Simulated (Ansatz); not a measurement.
From GeH3(SH) to Ge(SH)Cl3: predicting a member

Gas-phase molecules. On one Ge centre that keeps SH, n of the H ligands are replaced by Cl. The HOMO–LUMO gap y in eV at wB97M-V/def2-TZVPP. Shapes: PBE0-D4/def2-TZVP. Flexible molecules stand in one conformer, not always the lowest. Programs: Ansatz 0.2.0.

| molecule | n | y (eV) |
| --- | --- | --- |
| GeH3(SH) | 0 | 11.37 |
| GeH2(SH)Cl | 1 | ? |
| GeH(SH)Cl2 | 2 | 11.15 |
| Ge(SH)Cl3 | 3 | 10.64 |

Q: Fit y = c + s·n to the known rows and predict GeH2(SH)Cl.

A: 
1. Means of the 3 rows: n = 1.66667, y = 11.053.
2. Σ(Δn)² = 4.6667, Σ(Δn·Δy) = -1.0467, so the slope is -1.0467/4.6667 = -0.22429.
3. Intercept: 11.053 − (-0.22429) × 1.66667 = 11.427. The largest residual of the fit is 0.17.
4. GeH2(SH)Cl: 11.427 + (-0.22429) × 1 = 11.20 eV.

The run gave 11.39 eV, so the prediction is off by -0.19 eV, about the largest residual. The step per swap changes from +0.02 to -0.51 eV along the series, so a line misses the bend. Other levels give for GeH2(SH)Cl: SPW92/def2-TZVPP 4.92; r2SCAN-D4/def2-TZVPP 5.61; B3LYP-D4/def2-TZVPP 6.68 eV. Orbital gaps aren't excitation energies, and the LUMO depends on the basis. Relativity is left out for Ge. The series isn't monotonic at this level.

Chlorination barely changes the gap at the first swap, then narrows it by a growing amount, with the largest drop on reaching Ge(SH)Cl3. The rise of +0.02 eV at the first step is too small to carry chemical meaning, so the series is better read as flat and then falling.

The HOMO is probably mainly the sulfur 3p lone pair, which electron-withdrawing chlorine stabilises through germanium. Chlorine also lowers the empty Ge–Cl and Ge–S σ* levels, and these can mix more effectively as further Ge–Cl bonds are added. This suggests that the two frontier levels first shift down almost together, after which the LUMO falls faster. Such a cooperative effect would not be additive per ligand, which would explain why the straight line underestimates the gap of GeH2(SH)Cl.

The much smaller gaps from the other functionals probably reflect their smaller share of exact exchange, or its absence. Separate HOMO and LUMO energies would be needed to confirm which level drives the narrowing.
